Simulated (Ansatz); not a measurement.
# Ca: the change of energy above lowest point with volume scale

Free energy against uniform scaling of the volume at fixed shape and fractions; periodic cell, basis, potentials, k mesh and filling as listed. The results are calculated, by Ansatz 0.2.0.

The cell before it is scaled or strained (space group P6_3/mmc, No. 194):
```
Ca
1.0
      3.9800     0.0000     0.0000
     -1.9900     3.4468     0.0000
      0.0000     0.0000     6.5200
Ca
2
Direct
  0.33333 0.66667 0.25000
  0.66667 0.33333 0.75000
```

Settings of every row: functional PBEsol; dispersion none; accuracy medium; potentials PAW; wave cutoff 653.07 eV; density cutoff 2612.3 eV; k mesh 8x8x5; k shift 0x0x0; occupations cold; smearing width 0.1 eV; spin none; xc grid level 2.

Limits: coarse k mesh, up to 40 meV an atom off; the cell was measured well above room temperature.

```
row  volume scale  V (Å³/atom)  energy above lowest point (meV/atom)
  1          0.88       39.355                                   3.2
  2          0.92       41.144                                     0
  3          0.96       42.933                                     ?
  4             1       44.722                                  18.3
  5          1.04        46.51                                  36.9
  6          1.08       48.299                                  60.4
  7          1.12       50.088                                    88
```

Question: what energy above lowest point should row 3 give?

Worked fit of energy above lowest point. Take u = (V_r/V)^(2/3) − 1 with V_r = 45.616 Å³ an atom, which is twice the finite (Eulerian) strain; such expansions in the strain, on which the Birch-Murnaghan equation of state is built, carry the rest volume and the bulk modulus. The shown rows have u = 0.10343, 0.07121, 0.01328, -0.01286, -0.03738, -0.06044. Least squares give energy above lowest point = 26.91 − 714.62 × u + 4819.9 × u² − 1240 × u³ meV/atom; a parabola predicts inner rows, each left out in turn, worse (root mean square 0.21 against 0.063 meV/atom). All shown rows lie on it to the printed digit. Its lowest point lies at u = 0.0764, or V = 40.85 Å³ an atom, and the curvature there gives the bulk modulus at fixed shape and fractions, B = (4/9)(1 + u)² E″(u)/V = 18.3 GPa. Letting shape and atoms relax would as a rule lower it, by much in layered, chain or molecular crystals. The withheld row has u = 0.04124, so the fit gives 26.91 − 714.62 × (0.04124) + 4819.9 × (0.04124)² − 1240 × (0.04124)³ = 5.5 meV/atom.

The calculation gave 5.5 meV/atom. The fit meets it to the printed digit.
